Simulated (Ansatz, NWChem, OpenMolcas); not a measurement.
# A ladder of methods for BI3 (boron triiodide)

BI3: 4 atoms, total charge 0, spin state singlet. As SMILES, `IB(I)I`. Geometry: relaxed at PBE0-D4/def2-TZVP.

| atom | x (Å) | y (Å) | z (Å) |
| --- | --- | --- | --- |
| I | -1.3085 | -0.2952 | 1.6156 |
| B | 0.0139 | -0.0151 | -0.0051 |
| I | 1.8768 | -1.0063 | -0.0303 |
| I | -0.5265 | 1.2563 | -1.6005 |

Each level gives the HOMO–LUMO gap (eV). The values are calculated.

| level | kind | program | value (eV) | CPU time |
| --- | --- | --- | --- | --- |
| PBE/def2-SVP (core potential) | GGA | OpenMolcas | 3.02 | 25 s |
| revPBE/def2-SVP (core potential) | GGA | Ansatz | 3.05 | 8.9 s |
| B3LYP/def2-SVP (core potential) | global hybrid | Ansatz | 4.50 | 11 s |
| PBE0/def2-SVP (core potential) | global hybrid | Ansatz | 4.86 | 16 s |
| r2SCAN0/def2-SVP (core potential) | hybrid meta-GGA | Ansatz | 5.12 | 22 s |
| CAM-B3LYP/def2-SVP (core potential) | range-separated hybrid | Ansatz | 7.16 | 14 s |
| HSE06/def2-SVP (core potential) | range-separated hybrid | Ansatz | 4.10 | 13 s |
| wB97X/def2-SVP (core potential) | range-separated hybrid | NWChem | 9.03 | 81 s |

The values span 3.02 to 9.03 eV. Orbital gaps aren't excitation energies; they tend to grow with the share of exact exchange. Times are those of the runs behind each value, whatever else they computed, on shared processors of several kinds: orders of magnitude only.

The gap of BI3 depends more on how exchange is treated at long range than on the choice between the two GGAs, which nearly agree at 3.02 and 3.05 eV. HSE06 gives 4.10 eV against 4.86 eV for PBE0, and the largest gaps come from CAM-B3LYP and wB97X, probably because long-range exact exchange separates the occupied levels from the empty ones, which semilocal potentials place too close together.

The frontier orbitals themselves follow from the bonding. The highest occupied levels of a planar boron trihalide are halogen lone pairs, here high-lying iodine 5p, while the lowest empty orbital is largely the boron 2p orbital perpendicular to the plane, pushed up by π donation from iodine. That empty orbital underlies the molecule's Lewis acidity, but the gap alone doesn't measure acceptor strength, which also depends on the cost of pyramidalizing boron and on the bond formed with the donor. Nor do these values show how far spin-orbit coupling among the iodine lone pairs would shift the gap.
